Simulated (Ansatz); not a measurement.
Swapping OH for Cl on In: the HOMO–LUMO gap

Gas-phase molecules. On one In centre, n of the OH ligands are replaced by Cl. The HOMO–LUMO gap y in eV at wB97X-V/def2-TZVPP. Shapes: PBE0-D4/def2-TZVP. Flexible molecules stand in one conformer, not always the lowest. Programs: Ansatz 0.2.0.

| molecule | n | y (eV) |
| --- | --- | --- |
| In(OH)3 | 0 | 11.41 |
| In(OH)2Cl | 1 | ? |
| In(OH)Cl2 | 2 | 11.18 |
| InCl3 | 3 | 11.11 |

Question: Fit y = c + s·n to the known rows and predict In(OH)2Cl.

Answer: 
1. Means of the 3 rows: n = 1.66667, y = 11.233.
2. Σ(Δn)² = 4.6667, Σ(Δn·Δy) = -0.47667, so the slope is -0.47667/4.6667 = -0.10214.
3. Intercept: 11.233 − (-0.10214) × 1.66667 = 11.403. The largest residual of the fit is 0.019.
4. In(OH)2Cl: 11.403 + (-0.10214) × 1 = 11.30 eV.

The run gave 11.16 eV, so the prediction is off by +0.14 eV, more than the largest residual. The steps per swap are uneven (-0.25, +0.02, -0.07), so a line is a poor model. Other levels give for In(OH)2Cl: r2SCAN-D4/def2-TZVPP 4.72; r2SCAN0-D4/def2-TZVPP 7.05; wB97M-V/def2-TZVPP 10.88 eV. Orbital gaps aren't excitation energies, and the LUMO depends on the basis. For atoms past krypton def2 sets carry core potentials with scalar relativity. The series isn't monotonic at this level.

Nearly all of the narrowing comes with the first chloride; the second and third swaps barely move the gap. This suggests a change in frontier-orbital character rather than a constant contribution per ligand. In such In(III) molecules the HOMO is normally a ligand lone pair, O 2p or Cl 3p, while the LUMO has much In 5s character, antibonding to the ligands. Replacing OH by Cl, a weaker π donor, probably lowers both levels, so their shifts largely cancel in the gap. The small residual of the fit was little guarantee, since three points leave a two-parameter line only one degree of freedom.

For In(OH)2Cl, the choice of functional matters far more than the ligand swap, probably because the functionals differ in their share of exact exchange, especially at long range. Even the two range-separated functionals differ by more than the largest substitution step, so gaps from different levels can't be mixed within the series. Without orbital energies, the shifts of HOMO and LUMO can't be separated.
